Dear colleague,

The splitting of 1.7 eV that I sent you for the FeSe model is wrong. Here are the attempt, the slip and the repair.

\textbf{Conventions.} The Fe square net of tetragonal FeSe has $x,y$ along Fe--Fe bonds of length $d\approx0.27$ nm. A bond has direction cosines $\mathbf u=(l,m,n)$, and $E_{ab}=P^\sigma_{ab}V_\sigma+P^\pi_{ab}V_\pi+P^\delta_{ab}V_\delta$. Label $1=x^2-y^2$, $2=3z^2-r^2$. I keep direct nearest-neighbour hopping and equal on-site energies, with illustrative inputs $V_\sigma=-0.42$, $V_\pi=0.28$, $V_\delta=-0.07$ eV ($1\,\mathrm{eV}=1.602\times10^{-19}$ J).

\textbf{The wrong attempt.} For a bond along $x$,
\begin{align}
E_{11}&=\tfrac34V_\sigma+\tfrac14V_\delta,\qquad E_{22}=\tfrac14V_\sigma+\tfrac34V_\delta,\tag{1}\\
E_{12}&=\tfrac{\sqrt3}{4}(V_\sigma+V_\delta)\equiv t_w=-0.21\ \mathrm{eV}\quad\text{(wrong)}.\tag{2}
\end{align}
Along $y$, $E_{12}$ changes sign, so $H_{aa}=2E_{aa}(\cos k_xd+\cos k_yd)$ and $H_{12}=2t_w(\cos k_xd-\cos k_yd)$. At $\mathbf k=(\pi/d,0)$, which folds onto M of the two-Fe zone, the diagonal vanishes and the wrong splitting is $8|t_w|=2\sqrt3\,|V_\sigma+V_\delta|=1.7$ eV.

\textbf{The symptom.} About an $x$ bond these two orbitals span $3x^2-r^2$ ($\sigma$) and $y^2-z^2$ ($\delta$), so the bond matrix must have eigenvalues $V_\sigma$ and $V_\delta$. Equations (1) and (2) give the determinant $V_\sigma V_\delta/4$ and the eigenvalues $-0.47$ and $-0.015$ eV. With all three $V$ equal to one value $V$ the matrix must be $V$ times unity, yet $E_{12}=\sqrt3V/2$. Each wrong coefficient block is still idempotent; orthogonality fails, with $\operatorname{tr}P^\sigma P^\delta=3/4$.

\textbf{The faulty line} is (2). Its $\sigma$ term carries the factor $n^2-\frac12(l^2+m^2)$, which is $-\frac12$ in the plane, where $3z^2-r^2$ is negative. I took $+\frac12$.

\textbf{The mended calculation.} Write each orbital as $\mathbf r^TQ_a\mathbf r$ with $Q_a$ symmetric, traceless and $\operatorname{tr}Q_aQ_b=\delta_{ab}$; thus $Q_1=\operatorname{diag}(1,-1,0)/\sqrt2$ and $Q_2=\operatorname{diag}(-1,-1,2)/\sqrt6$. Let $q_a=\mathbf u^TQ_a\mathbf u$ and $T=1-\mathbf u\mathbf u^T$. Splitting $Q$ into its axial, mixed and transverse traceless parts gives
\begin{align}
P^\sigma_{ab}&=\tfrac32q_aq_b,\qquad P^\pi_{ab}=2\left[(Q_a\mathbf u)\cdot(Q_b\mathbf u)-q_aq_b\right],\notag\\
P^\delta_{ab}&=\operatorname{tr}(TQ_aTQ_b)-\tfrac12q_aq_b .\tag{3}
\end{align}
The parts are mutually orthogonal with dimensions 1, 2, 2, so these are orthogonal projectors of those ranks, summing to unity. They yield the entries of the Slater--Koster table (1954):
\begin{align}
E_{xy,xy}&=3l^2m^2V_\sigma+(l^2+m^2-4l^2m^2)V_\pi+(n^2+l^2m^2)V_\delta,\notag\\
E_{22}&=\left[n^2-\tfrac12(l^2+m^2)\right]^2V_\sigma+3n^2(l^2+m^2)V_\pi+\tfrac34(l^2+m^2)^2V_\delta,\notag\\
E_{12}&=\sqrt3\,(l^2-m^2)\left\{\tfrac12\left[n^2-\tfrac12(l^2+m^2)\right]V_\sigma-n^2V_\pi+\tfrac14(1+n^2)V_\delta\right\}.\tag{4}
\end{align}
The three coefficients of $E_{12}$ add to zero. Along $x$,
\begin{equation}
t=-\tfrac{\sqrt3}{4}(V_\sigma-V_\delta)=+0.15\ \mathrm{eV},\tag{5}
\end{equation}
the bond determinant is $V_\sigma V_\delta$, and the splitting at $(\pi/d,0)$ is $8|t|=2\sqrt3\,|V_\sigma-V_\delta|=1.2$ eV. Reversing the whole of $E_{12}$ would have left this block's energies unchanged, since it only rephases one orbital. The relative sign of the $\sigma$ and $\delta$ terms is what matters.

\textbf{Size of the error.} The slip inflates the model's splitting by $4\sqrt3\,|V_\delta|=0.48$ eV $=7.8\times10^{-20}$ J, or 40 per cent, a fraction fixed by $V_\sigma/V_\delta=6$. It vanishes along $k_x=\pm k_y$, where $H_{12}=0$, so a comparison on that line cannot reveal it.

Second neighbours lie along the diagonals, where $l^2=m^2$ and $E_{12}=0$. Scaled by an assumed $d^{-5}$ law (factor $2^{-5/2}=0.18$, primed integrals), they give $H_{11}-H_{22}=-4V'_\pi+V'_\sigma+3V'_\delta=-0.31$ eV at $(\pi/d,0)$, and their $xy$ coupling, proportional to $\sin k_xd\,\sin k_yd$, is zero there. This offset adds in quadrature to $8|t|$ and the error becomes 0.47 eV. A crystal-field offset, typically a few tenths of an eV, adds to or subtracts from it; a total of 0.6 eV would give 0.45 eV.

These numbers are the model's. It omits hopping through Se $p$ orbitals, which rivals the direct term: Wannier fits to density-functional bands of iron-based layers typically put $|t|$ near 0.3 eV, so the model falls short by about a factor of two.